SIGMA-MODEL CRITERION FOR UNLOCALISABLE BOUNDARIES

Result

Take an insulator or superconductor in d dimensions, with boundary dimension D = d − 1, and let M be the target of the fermionic replica sigma model of its symmetry class. The class has a nontrivial phase exactly when π_D(M) = Z2 (Z2 term, classification Z2) or π_(D+1)(M) = Z (Wess-Zumino term, classification Z). The criterion was used by Schnyder, Ryu, Furusaki and Ludwig (2008).

Conventions: σ are Pauli matrices for spin, τ for the retarded/advanced index. Sp(N) is the compact group of rank N.

1. Premises

P1. Non-interacting fermions, gapped bulk. Each disorder realisation keeps the Altland-Zirnbauer symmetries and nothing else.
P2. Beyond the mean free path the boundary is described by a slow field Q(r) in M = G/H. Homotopy groups are taken at large replica number N (stable range) and observables are continued to N → 0.
P3. A localised boundary corresponds to a unique, G-symmetric, short-range correlated state of the sigma model, exponentially insensitive to boundary twists.
P4. Quoted without proof: the stable groups π_0, π_1, π_2, π_3, π_4 of O(N) are Z2, Z2, 0, Z, 0; π_1 and π_3 of U(N) are Z; Bott periodicity; invariant forms on a compact symmetric space are closed.

P2 and P3 are assumptions. Sections 5 and 6 add arguments that hold sample by sample and need no replicas.

2. Which terms cannot be tuned away

Write the weight as exp(−S0 + iΦ). The stiffness in S0 is continuous and can flow to zero, so only the phase Φ can obstruct localisation. Compactify the boundary to S^D and keep the part of Φ that does not depend on the metric. Its variation is local and G-invariant, so δΦ is the integral of an invariant (D+1)-form ω over the region of M swept by the deformation. By P4, dω = 0.

Case ω = 0. Φ is a homotopy invariant, and locality makes it additive, so e^(iΦ) is a homomorphism π_D(M) → U(1). For π_D = Z it is e^(iθn) with θ continuous. This θ term gives no protection, because θ can be moved to 0 without closing the bulk gap. For π_D = Z2 it is 1 or (−1)^n, a discrete choice.

Case ω ≠ 0. Extend Q to a ball B bounded by S^D and set Φ = ∫_B ω. Two extensions glue into a map from S^(D+1), so e^(iΦ) is unique only if the integrals of ω over such spheres lie in 2πZ. Torsion classes give zero integrals. A quantised coefficient therefore needs π_(D+1)(M) = Z, and Φ = νΓ with integer level ν. In the stable range π_D(M) = 0 whenever π_(D+1)(M) = Z, so the extension exists. Multi-trace forms, which integrate to zero on spheres, are left out.

A discrete label cannot change under a smooth, symmetric change of the boundary, and it adds when samples are stacked. It is thus a bulk invariant, valued in Z2 or Z.

3. Target and homotopy groups of class AII

Time reversal for spin 1/2 means H = σ_y H^T σ_y, where the transpose also sends p → −p. An example is H0 = v(σ_x p_y − σ_y p_x) plus a scalar potential V(r). Take n retarded and n advanced Grassmann replicas with bilinear Σ_a ψ̄_a(E − H + iηΛ_a)ψ_a, Λ = ±1.

Step 1. A = σ_y(E − H) is antisymmetric, since (σ_y H)^T = −H^T σ_y = −σ_y H.
Step 2. Put ψ̄ = φ^T σ_y. For Grassmann fields φ^T Aψ = −ψ^T A^T φ = ψ^T Aφ. With χ1 = (ψ + φ)/√2 and χ2 = (ψ − φ)/(i√2) the bilinear is ½ Σ_b χ_b^T Aχ_b over 4n flavours. It is invariant under O(4n), and η reduces this to O(2n)×O(2n). Set N = 2n.
Step 3. Averaging over Gaussian V and decoupling the quartic term gives the coupling iγχ^T σ_y Qχ, in which only symmetric Q survives because σ_y is antisymmetric. The self-consistent Born saddle is Q = Λ with γ = ħ/2τ_s, τ_s the single-particle lifetime. Its orbit is Q = OΛO^T, so

M = O(2N)/O(N)×O(N), weight W[Q] = Pf[σ_y(E − H0 + iγQ)].

Step 4. The fibration H → G → M gives the exact sequence π_(k+1)(G) → π_(k+1)(M) → π_k(H) → π_k(G). The last map adds the classes of the two blocks, (a, b) → a + b, and is onto for every k. The first arrow therefore vanishes and π_(k+1)(M) is the kernel of the addition:
π_1(M) = ker(Z2×Z2 → Z2) = Z2
π_2(M) = ker(Z2×Z2 → Z2) = Z2
π_3(M) = 0
π_4(M) = ker(Z×Z → Z) = Z.
Class AII thus admits a Z2 term for D = 1 and 2 (d = 2, 3) and a Wess-Zumino term for d = 4.

Step 5. Generator of π_2(M). Fields Q that commute with the charge rotation ψ → e^(iα)ψ, φ → e^(−iα)φ are real forms of Hermitian matrices Q_u in U(2n)/U(n)×U(n), and for them the Pfaffian reduces to det(E − H0 + iγQ_u). Take one retarded and one advanced replica and Q_u = r̂·τ on a sphere. Its +1 eigenvector is (cos(ϑ/2), e^(iϕ) sin(ϑ/2)), regular at the north pole; the one regular at the south pole differs by e^(−iϕ). The −1 eigenvector has the opposite phase. In real form each phase is one full SO(2) rotation, which generates π_1(O(N)) = Z2. The image in π_1(H) is (1, 1), the nontrivial kernel element, so this hedgehog is the generator.

4. One Dirac cone gives the sign −1

Evaluate W on the generator for the surface of a ball of radius R. In units of ħv/R the surface Hamiltonian is K = σ·L + 1. It is even under time reversal and anticommutes with σ_r = σ·r̂, because {σ_r, σ·L} = −2σ_r. Its eigenvalues are ±(j + ½), with j the length of L + σ/2. Let z = E + iγ in the same units.

Step 1. J = L + σ/2 + τ/2 commutes with K and with τ_r = τ·r̂. Label states in a J block by (σ_r, τ_r). Since r̂·L = 0, the helicity is r̂·J = (σ_r + τ_r)/2, and |helicity| ≤ J.
Step 2. Substituting L gives K = σ·J − ½ − σ·τ/2. The diagonal part is σ_r(σ_r + τ_r)/2 − ½ − σ_rτ_r/2 = 0. The transverse part of σ·J flips σ_r alone, with amplitude a. The transverse part of σ·τ/2 connects (−+) and (+−) with amplitude 1. In the order (++), (−+), (+−), (−−), K is tridiagonal with zero diagonal and off-diagonal moduli a, 1, a. The four eigenvalues are ±J, ±(J+1), from j = J ∓ ½, and their product equals det K = a⁴. Hence a² = J(J+1).
Step 3. For J ≥ 1, expanding the tridiagonal determinant of E + iγτ_r − K gives

Δ_J = |z² − a²|² − |z|².

For E ≥ 0, |z² − a²|² = |z − a|²|z + a|² ≥ γ²|z|², and likewise for E < 0 with a → −a. So Δ_J > 0 for γ > 1. At z = 0, Δ_J = a⁴ > 0.
Step 4. For J = 0 only (−+) and (+−) exist, and Δ_0 = |z|² − 1. It is −1 at z = 0 and positive for γ > 1.
Step 5. For uniform Q_u = τ_z each level ε of K contributes |z − ε|² > 0, against ε² > 0 at z = 0.
Step 6. At z = 0 both operators equal −K, so both determinants are normalised to that point. Blocks with J ≫ |z| have ratios tending to +1, so the cutoff does not affect the sign. The hedgehog ratio has one negative factor, from the non-degenerate J = 0 block. The uniform ratio has none. Therefore

sign(W[hedgehog]/W[uniform]) = −1 for every E, provided γ > ħv/R.

The condition reads R > 2vτ_s, which is the smoothness required by P2. By Section 2 the phase is a homomorphism on Z2, so this one value fixes it: Φ = πn. The calculation involves a single 2×2 replica block and does not depend on N. For m cones the sign is (−1)^(mn). A strictly two-dimensional time-reversal-symmetric lattice system has even m (fermion doubling), so a spin-orbit-coupled channel such as an InGaAs quantum well has the same M and no term. On the unitary submanifold the term is a θ term with θ = π, the half-integer Hall conductance of the surface.

5. Why the terms forbid localisation

D = 1. The path integral along x is the imaginary-time quantum mechanics of a particle on M. Without a term the ground state is the constant function, a unique singlet, which is the localised state of P3. With the Z2 term wave functions change sign around the non-contractible loop, so the singlet is excluded. For N = 1, Q is built from cos 2α and sin 2α with α ≡ α + π. The allowed states are e^(ikα) with k odd; the lowest, k = ±1, are degenerate and connected by Q, so ⟨Q(x)Q(0)⟩ tends to a constant. For larger N the antisymmetric rank-N tensor of O(2N) plays this part. A Wess-Zumino term acts as a monopole field on M. For class A at N = 1, M = S² and the lowest level has spin |ν|/2, again degenerate.

The same holds sample by sample. For a class AII wire with m channels in each direction, time reversal makes the m×m reflection matrix antisymmetric. Then det r = det r^T = (−1)^m det r vanishes for odd m, one transmission eigenvalue equals 1, and G ≥ e²/h at any length.

D = 2, Z2 term. Wrap the surface on a cylinder of circumference W and thread flux 0 or h/2e along the axis. Both values keep time reversal. For a cone at a time-reversal-invariant momentum, the transverse wave numbers measured from the node are 2πs/W with s half-integer for one flux and integer for the other. The pairs ±s give an even channel number, and s = 0 adds one. Other cones come in time-reversed pairs. With an odd number of cones one of the two fluxes thus has odd m and G ≥ e²/h. If the surface were localised with length ξ ≪ W, G would decay exponentially with length for either flux. This is a contradiction.

D = 2, Wess-Zumino term. The model has G = U(N)×U(N), with vector and axial SU(N) currents. Their mixed response Π_μλ(q) obeys Π_μλ q_λ = 0 (conservation) and q_μ Π_μλ = cν ε_λρ q_ρ (anomaly, c a nonzero constant). A short-range correlated state has Π analytic at q = 0. The first identity then forces Π(0) = 0 and the second Π(0) ≠ 0. So Π is singular, as in cν q_μ ε_λρ q_ρ/q², and a massless mode survives. For D > 2 the same anomaly reasoning is used; it is not derived on this page.

6. Class AIII: level and conductivity

A chiral Hamiltonian has off-diagonal blocks 𝒟 and 𝒟†. At E = 0 the bilinear ψ̄_↑𝒟ψ_↓ + ψ̄_↓𝒟†ψ_↑ is invariant under independent U(N) rotations of the two terms, η locks them, and M = U(N). With π_3 = Z the term for d = 3 is

Γ = (1/12π) ∫_B d³x ε^(ijk) tr(g⁻¹∂_i g g⁻¹∂_j g g⁻¹∂_k g).

For the generator g = cos χ + i sin χ r̂·σ on S³ the integrand is 12 sin²χ sin ϑ, whose integral is 24π². Two extensions differ by 2π, so the level is an integer. Each two-component cone contributes ±1 according to its chirality (non-abelian bosonisation, Witten 1984), so ν equals the bulk winding number.

Take the minimal surface, ν > 0 cones of one chirality. The slowly varying symmetric disorder is a Hermitian ν×ν vector potential: H = ħv[σ_x(−i∂_x + A_x) + σ_y(−i∂_y + A_y)].
Step 1. 𝒟 = ħv(−2i∂ + A_x − iA_y) with ∂ = (∂_x − i∂_y)/2. Solve −2i h⁻¹∂h = A_x − iA_y for h(r) in GL(ν, C). Then 𝒟 = −2iħv h⁻¹∂h as an operator, and zero-energy states are ψ_↓ = h⁻¹ψ⁰_↓, ψ_↑ = h†ψ⁰_↑ with clean solutions ψ⁰.
Step 2. 𝒟⁻¹(r, r′) = h⁻¹(r)h(r′)𝒟0⁻¹(r − r′). In tr[𝒟⁻¹(r, r′)𝒟⁻¹(r′, r)] the factors h cancel, leaving ν times the clean power law in every sample.
Step 3. Place a strip 0 < x < L of width W ≫ L between heavily doped leads and choose h unitary on both contacts. For ν = 1, h = exp(φ + iχ) gives curl A = ∇²φ, solved with φ = 0 on the contacts. For ν > 1 the matrix Dirichlet problem for h†h takes this place, and its solvability is assumed. A unitary h acts equally on both spinor components and only rotates lead modes, so the transmission eigenvalues are the clean ones.
Step 4. Clean solutions with e^(iky) are ψ_↑ ∝ e^(kx), ψ_↓ ∝ e^(−kx). In the lead basis (1, ±1)/√2 the transfer matrix has cosh kL on the diagonal and sinh kL off it, so T = 1/cosh²(kL). Then G = ν(e²/h) W ∫ dk/(2π) cosh⁻²(kL) = ν(e²/πh) W/L, and

σ_xx = ν e²/(πh) = 12.33 µS × ν.

This value belongs to the minimal surface at E = 0. With extra pairs of opposite cones the level stays ν but σ_xx is not universal. The overall phase of g is a free field with stiffness ∝ σ + Nc′, c′ the coefficient of the squared-trace gradient term, so at N → 0 σ does not flow in perturbation theory (Gade and Wegner 1991).

7. All ten classes

Number the real classes s = 0…7 as AI, BDI, D, DIII, AII, CII, C, CI. The classifying spaces R_q have π_k(R_q) = π_0(R_(q+k)), and π_0(R_q) = Z, Z2, Z2, 0, Z, 0, 0, 0 for q = 0…7 mod 8. The construction of Section 3 gives, as standard results, the targets Sp(2N)/Sp(N)×Sp(N), U(2N)/Sp(N), O(2N)/U(N), O(N), O(2N)/O(N)×O(N), U(N)/O(N), Sp(N)/U(N), Sp(N), which are R_(4−s). The band classification (Kitaev 2009) is π_0(R_(s−d)).

π_(d−1)(M) = π_0(R_(3−s+d)) is Z2 when 3 − s + d ≡ 1, 2, that is s − d ≡ 2, 1.
π_d(M) = π_0(R_(4−s+d)) is Z when 4 − s + d ≡ 0, 4, that is s − d ≡ 4, 0.

These are exactly the Z2 and Z entries of the band table. A θ term occurs for s − d ≡ 3, 7, both trivial entries. For the complex classes U(2N)/U(N)×U(N) has π_d = Z in even d (class A) and U(N) in odd d (class AIII), as in the table.

8. Range of validity

• The Fermi level must lie in the bulk gap, and opposite surfaces must be decoupled over the coherence length. Otherwise two signs multiply to +1.
• Magnetic impurities or a field turn AII into A, where θ leaves π and the surface can localise into a Hall plateau. AIII is protected by this criterion only at E = 0.
• Weak and crystalline indices rely on symmetries that disorder keeps only on average. They are outside P1.
• Interactions are outside P1. They change the flow of σ, can break the symmetry spontaneously or gap the surface with topological order, and reduce some Z classifications.
• The criterion forbids localisation. It does not fix σ in class AII.

9. Illustration: Bi2Se3 (111) surface

Compiled values: a = 4.143 Å and c = 28.636 Å (Luo 2012), gap 0.3 eV (Park 2016), static dielectric constant 113 (Rakita 2019). Typical inputs: v ≈ 5 × 10⁵ m/s, and ħv_z ≈ 2.2 eV Å normal to the layers. Assumed: E_F = 0.15 eV above the node and inside the gap, transport mean free path l = 20 nm, T = 2 K, coherence length L_φ = 250 nm.

Kinematics. ħv = 3.29 eV Å, k_F = E_F/ħv = 0.046 Å⁻¹, n = k_F²/4π = 1.7 × 10¹² cm⁻². The distance Γ̄M̄ = 2π/(√3 a) is 0.876 Å⁻¹, so k_F is 0.05 of it and a single cone is a fair description. For short-range scalar disorder τ_tr = 2τ_s, so γ = ħv/l = 16 meV ≪ E_F and the condition of Section 4 is R > l.

Drude value. With density of states ρ = k_F/(2πħv) and diffusion constant D_c = vl/2 = 50 cm²/s, σ0 = e²ρD_c = (e²/h) k_F l/2 = 4.6 e²/h, as k_F l = 9.1. The mobility is 6.7 × 10² cm²/(V s).

Scaling. The standard Cooperon correction for one band is δσ/σ0 = ∓(1/πħρ) ∫ d²q/(2π)² 1/(D_c q²). The Berry phase π of the cone selects the positive sign:

δσ = (e²/πh) ln(L_φ/l) = +0.8 e²/h,

or 28 µS per decade of length. A factor 2 in either cutoff shifts this by 0.2 e²/h. The non-interacting model gives σ ≈ 5.4 e²/h, a sheet resistance of 4.8 kΩ.

Size of the Z2 term. With the standard stiffness S0 = (σ/8)∫tr(∇Q_u)², σ in e²/h, the hedgehog has tr(∇Q_u)² = 4/R² and S0 = 2πσ ≈ 34. Its weight e^(−34) is negligible, so at this σ the antilocalisation slope is the same with or without the term. The term matters only when σ falls to order e²/h, where an ordinary symplectic channel can localise and this surface cannot.

Neglected interaction. The standard singlet Coulomb correction is −(2e²/πh) ln(L_T/l), twice the slope above and opposite in sign. With L_T = √(ħD_c/k_BT) = 138 nm it is −1.2 e²/h, so the net quantum correction is about −0.4 e²/h. The large dielectric constant does not remove it. With ε_eff = (1 + 113)/2 = 57 the screening length is 1/κ = 2ε0ε_eff/(e²ρ) = 29 nm, and using it as the short cutoff changes the correction by only 0.2 e²/h.

Thickness. The decay length is roughly λ = ħv_z/(gap/2) = 15 Å. Model the film as H = μ_z H0 + Δμ_x, with μ Pauli matrices for the surface index and Δ the hybridisation energy. The two surfaces have opposite spin texture, so the degenerate top and bottom states at the same k have orthogonal spinors and Δ has no matrix element between them. It only admixes the state 2E_F away on the other surface, with amplitude Δ/2E_F. An impurity on either surface then scatters between the mainly-top and mainly-bottom bands with weight (Δ/2E_F)² and spin overlap (1 − cos φ)/2, φ the scattering angle, whose average equals that of the intrasurface overlap (1 + cos φ)/2. Equal disorder on both surfaces gives the rate 2(Δ/2E_F)²/τ_s = (Δ/E_F)²/τ_tr. With τ_tr = l/v = 40 fs and τ_φ = L_φ²/D_c = 12.5 ps it stays below 1/τ_φ for Δ < E_F√(τ_tr/τ_φ) = 8.5 meV. Taking Δ ≈ gap × e^(−t/λ), the film needs t ≈ 52 Å, about 5.5 quintuple layers of c/3 = 9.55 Å each.

These numbers are the model's. As-grown Bi2Se3 is typically n-type with E_F in the conduction band and sheet densities of 10¹³ cm⁻² or more, so typical films have sheet resistances several times to ten times below the model's 4.8 kΩ. In such films bulk carriers connect the two surfaces and the premise of a decoupled surface fails; gated or compensated films thicker than the estimate above are the ones the model describes.